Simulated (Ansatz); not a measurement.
BH2F− (SMILES [BH2-]F): the vertical energy of the quartet above the doublet, rung by rung

BH2F− has 4 atoms, charge -1, and is taken as a doublet. As SMILES, `[BH2-]F`. Geometry: relaxed at GFN2-xTB.

Each level gives the vertical energy of the quartet above the doublet (eV). The values are calculated.

| level | kind | program | value (eV) |
| --- | --- | --- | --- |
| UHF/STO-3G | Hartree–Fock | Ansatz | 11.78 |
| U-revPBE/STO-3G | GGA | Ansatz | 12.13 |
| U-r2SCAN0/STO-3G | hybrid meta-GGA | Ansatz | 12.31 |
| UHSE06/STO-3G | range-separated hybrid | Ansatz | 12.33 |
| UB2PLYP/STO-3G | double hybrid | Ansatz | 12.53 |
| UBCCD(T)/STO-3G | coupled cluster or CI | Ansatz | ? |
| UCCSD/STO-3G | coupled cluster or CI | Ansatz | ? |
| UCCSDT(Q)/STO-3G | coupled cluster or CI | Ansatz | 12.44 |
| FCI/STO-3G | exact in the basis | Ansatz | 12.44 |

(1) Estimate the missing values from the other rows.

## Answers

(1) As computed at these levels: UBCCD(T)/STO-3G: 12.43 eV; UCCSD/STO-3G: 12.41 eV. Sets without diffuse functions describe the anion poorly. The values span 11.78 to 12.53 eV. All rows use very small basis sets, so even the best lies far from the true value.

The doublet lies well below the quartet at every level. Reaching the quartet means breaking up an electron pair, from a bonding orbital or a fluorine lone pair, and promoting one electron into an orbital that in this minimal valence space can only be antibonding. Hartree–Fock gives the smallest gap, 11.78 eV against the exact in-basis 12.44 eV, because it omits the correlation between opposite-spin electrons, which favours the doublet with its extra pair. CCSD recovers nearly all of that difference and triples add little, which suggests that neither state has strong multireference character. The density functionals other than the double hybrid also fall below the exact result, while UB2PLYP overshoots it. The fraction of exact exchange alone does not order the errors, since both revPBE and the hybrids lie above Hartree–Fock. The quartet probably sits above the electron-detachment threshold, so the gap is better read as the cost of unpairing valence electrons than as the energy of a bound excited state of the anion.
